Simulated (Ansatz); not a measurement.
# AlRu: the change of pressure with volume scale

All results are calculated (Ansatz 0.2.0). Periodic Kohn-Sham DFT of a crystal at fixed atoms, scaled to volume_scale times the given cell; pressure positive in compression, energy less spherical unpolarised free atoms, largest_vzz the field gradient of largest size among the nuclei.

The cell before it is scaled or strained (space group Pm-3m, No. 221):
```
CELL_PARAMETERS angstrom
2.99160 0.00000 0.00000
0.00000 2.99160 0.00000
0.00000 0.00000 2.99160
ATOMIC_POSITIONS crystal
Al 0.00000 0.00000 0.00000
Ru 0.50000 0.50000 0.50000
```

Settings of every row: method frozen-core PAW; functional PBEsol; relativity scalar; k mesh 12x12x12; filling fermi-dirac; smearing width 0.05 eV; wave cutoff 420 eV; paw set soft_2.

Atom start moment: 0 on all atoms.

Limits: PAW files made with PBE.

| row | volume scale | V (Å³/atom) | pressure (GPa) |
| --- | --- | --- | --- |
| 1 | 0.94 | 12.584 | 11.155 |
| 2 | 0.96 | 12.851 | 5.773 |
| 3 | 0.98 | 13.119 | 0.948 |
| 4 | 0.99 | 13.253 | -1.273 |
| 5 | 1 | 13.387 | -3.377 |
| 6 | 1.01 | 13.521 | ? |
| 7 | 1.02 | 13.655 | -7.254 |
| 8 | 1.04 | 13.922 | -10.728 |
| 9 | 1.06 | 14.19 | -13.838 |

Question: what pressure should row 6 give?

Worked fit of pressure. Take u = (V_r/V)^(2/3) − 1 with V_r = 13.32 Å³ an atom, which is twice the finite (Eulerian) strain; such expansions in the strain, on which the Birch-Murnaghan equation of state is built, carry the rest volume and the bulk modulus. The shown rows have u = 0.03862, 0.02418, 0.01019, 0.00337, -0.00334, -0.01642, -0.02904, -0.0413. Least squares give pressure = −2.3417 + 313.689 × u + 890.88 × u² + 896 × u³ GPa; a parabola predicts inner rows, each left out in turn, worse (root mean square 0.015 against 0.0056 GPa). The rows lie off it by 0.002, -0.004, 0.000, 0.001, 0.003, 0.002, -0.006, 0.003 (root mean square 0.0031 GPa). The pressure vanishes at u = 0.0073, or V = 13.18 Å³ an atom, and there the bulk modulus at fixed shape and fractions is B = −V dP/dV = (2/3)(1 + u) dP/du = 220 GPa. The withheld row has u = -0.00994, so the fit gives −2.3417 + 313.689 × (-0.00994) + 890.88 × (-0.00994)² + 896 × (-0.00994)³ = -5.373 GPa.

The calculation gave -5.368 GPa. The fit lies 0.005 GPa (0.02 % of the column's range) below it; its largest miss of a shown row is 0.006 GPa.
